The table follows one crystal, hexagonal CdS at fixed geometry, while only the k mesh is made denser. The first two numbers of each sweep value are the divisions in the hexagonal plane, called $N$ below, and the third is the division along the axis. Energy and force errors are counted from the densest mesh, 10,10,6.

Hexagonal CdS (4-atom cell, fixed geometry) on different k meshes, computed with Quantum ESPRESSO 7.5 using LDA, JTH 2.0 PAW datasets, a plane-wave cutoff of 489.8 eV and Fermi-Dirac smearing of 0.05 eV, without spin polarisation or spin-orbit coupling. Energies are free energies; the force miss is the largest deviation of any force component from the 10,10,6 mesh.

```
sweep value  energy less tightest (meV/atom)  pressure (GPa)  gap (eV)  force miss (eV/Å)  scf iterations
      1,1,1                           2878.2          16.230     0.238              2.255              11
      2,2,1                            206.8          -2.703     0.789              0.151               9
      3,3,2                             44.8          -3.092     0.860              0.054               9
      4,4,2                             10.4          -3.378     0.882              0.016               9
      5,5,3                              3.0          -3.410     0.888              0.004               9
      6,6,4                              0.8          -3.421     0.890              0.001               9
      7,7,4                              0.3          -3.426     0.891              0.000               9
      8,8,5                              0.1          -3.428     0.891              0.000               9
    10,10,6                              0.0          -3.427     0.892              0.000               9
```

*Which mesh is good enough?* For 1 meV per atom it is 6,6,4, and for 10 meV per atom it is 5,5,3. The 4,4,2 mesh just fails the looser bound, with an error of 10.4 meV per atom. Its pressure, however, is already within 0.1 GPa of the final one, so the answer depends on the quantity that is wanted.

*Why does a coarse mesh give a wrong energy at all?* The energy of the crystal contains an average over all electron wave vectors, and the mesh replaces it by an average over a few points. Sampling with $N$ divisions amounts to closing the crystal into a ring of $N$ cells, so that an electron which travels $N$ cells arrives back where it started. The error is the energy that belongs to these false round trips. In a semiconductor the bands are either full or empty, and theory then says that such long-range contributions die away exponentially with distance. In a metal the sharp edge between filled and empty states makes them die away much more slowly.

*How fast does the error fall?* If the ring picture holds, each added division should divide the error by the same factor $q$, so that $\Delta E \approx A\,q^{-N}$, where $\Delta E$ is the energy error and $A$ a constant. A fit to the seven meshes from 2,2,1 to 8,8,5 gives $q \approx 3.6$ and describes them better than a power of $N$ does, as the output after this text shows. The division along the axis also grows in some of these steps. It stays the same from 3,3,2 to 4,4,2 and from 6,6,4 to 7,7,4, though, and the error still falls by factors of about 4.3 and 2.7. The sampling in the plane therefore matters strongly, but the factor per step is only roughly constant.

*Can the law be used for an estimate?* Start from 4,4,2 and add two divisions: $10.4/(3.6\times3.6)\approx0.8$ meV per atom, which is what the table has for 6,6,4. Both meshes were part of the fit, so this illustrates the rule and doesn't test it. The 1,1,1 mesh, which was left out, shows where the rule ends: its error is about five times what the fit extrapolates to. There the false round trips in the plane are only one cell long, which is probably too short for the simple exponential tail to apply.

*What would change if the cell were doubled along both edges in the plane?* Half as many divisions would do. A ring of three doubled cells is as long as a ring of six single ones, and if both meshes include the zone centre they sample exactly the same states. What counts is therefore the length of the ring, the number of divisions times the cell edge.

*Why do the coarser meshes give too high a pressure?* Pressure measures how the energy falls when the crystal expands. Expansion lengthens the ring and so shrinks the false energy, which acts like an extra outward push. The 4,4,2 mesh accordingly gives −3.378 GPa, slightly above the final −3.427 GPa. If the error is assumed to depend on the ring's length alone, the estimated excess is 1.1 to 2.4 times the computed one for the meshes from 2,2,1 to 6,6,4. The direction and the order of magnitude are right for these meshes, but the assumption is too simple for an accurate correction. At 8,8,5 the tiny error that is left even has the opposite sign.

*Why does the gap grow as the mesh gets denser?* For fixed bands, extra points can only uncover a higher filled state or a lower empty one, so the gap could only shrink or stay. Yet it rises from 0.888 eV at 5,5,3 to 0.892 eV at 10,10,6. CdS has its gap at the zone centre, and a mesh without that point would show a clearly larger one. From 3,3,2 on, even and odd meshes give nearly the same gap, so both kinds evidently include it. The 10,10,6 mesh then contains every point of 5,5,3, and the bands themselves must have moved. They move because the mesh also determines the electron density, and the density sets the potential in which the bands are computed.

*Which digits can be trusted?* As far as the mesh is concerned, the gap is settled to about 0.001 eV from 7,7,4 on. As a prediction for real CdS not even its first digit holds, because the measured gap is roughly 2.5 eV and LDA is known to make gaps too small. The small force misses likewise show agreement with the densest mesh, not that the atoms are at rest. A practical rule follows: refine the mesh until its error is well below the accuracy needed, test the plane-wave cutoff in the same way, and then look to the functional, since more k points won't close a gap error of more than 1 eV.

The analysis program printed:

```
fit of lerr on 7 rows ((nab > 1) & (nab < 10)): constant 7.641 +/- 0.2, coefficient of nab -1.277 +/- 0.036; rms 0.163, worst 2,2,1 -0.246, leave-one-out rms 0.256
  rows outside the fit (model, value, miss): 1,1,1 6.363, 7.965, -1.6; 10,10,6 -5.134, -4.605, -0.529
fit of lerr on 7 rows ((nab > 1) & (nab < 10)): constant 9.679 +/- 0.55, coefficient of lnab -5.562 +/- 0.34; rms 0.351, worst 8,8,5 0.521, leave-one-out rms 0.627
  rows outside the fit (model, value, miss): 1,1,1 9.679, 7.965, 1.71; 10,10,6 -3.128, -4.605, 1.48
Errors against 10,10,6:
      row  points in full mesh  energy error meV/atom  gap too small by meV  pressure error GPa  pressure error from simple model GPa
    1,1,1                    1                   2878                 653.9               19.66                                 7.817
    2,2,1                    4                  206.8                 102.2               0.724                                 1.123
    3,3,2                   18                  44.76                 31.54               0.335                                0.3647
    4,4,2                   32                   10.4                  9.28               0.049                                 0.113
    5,5,3                   75                   3.03                  3.63               0.017                               0.04115
    6,6,4                  144                   0.82                  1.23               0.006                               0.01336
    7,7,4                  196                    0.3                  0.51               0.001                              0.005704
    8,8,5                  320                   0.09                   0.2              -0.001                              0.001955
  10,10,6                  600                      0                     0                   0                                     0
Energy error falls per added in-plane division by factor (exponential fit): 3.588
Force miss falls per added in-plane division by factor (mean from 2,2,1 to 8,8,5): 3.3
Gap error falls per added in-plane division by factor (mean from 2,2,1 to 8,8,5): 2.828
Typical miss of exponential law, as a factor: 1.177
Typical miss of power law, as a factor: 1.421
Energy error of 1,1,1 over that extrapolated from the exponential: 4.961
Energy error left in 10,10,6 by the exponential, meV/atom: 0.005892
Energy error 3,3,2 over 4,4,2 (same c division): 4.304
Energy error 6,6,4 over 7,7,4 (same c division): 2.733
Simple model over computed pressure error, smallest from 2,2,1 to 6,6,4: 1.089
Simple model over computed pressure error, largest from 2,2,1 to 6,6,4: 2.42
Gap of 10,10,6 below rough recalled experiment, eV: 1.608
```
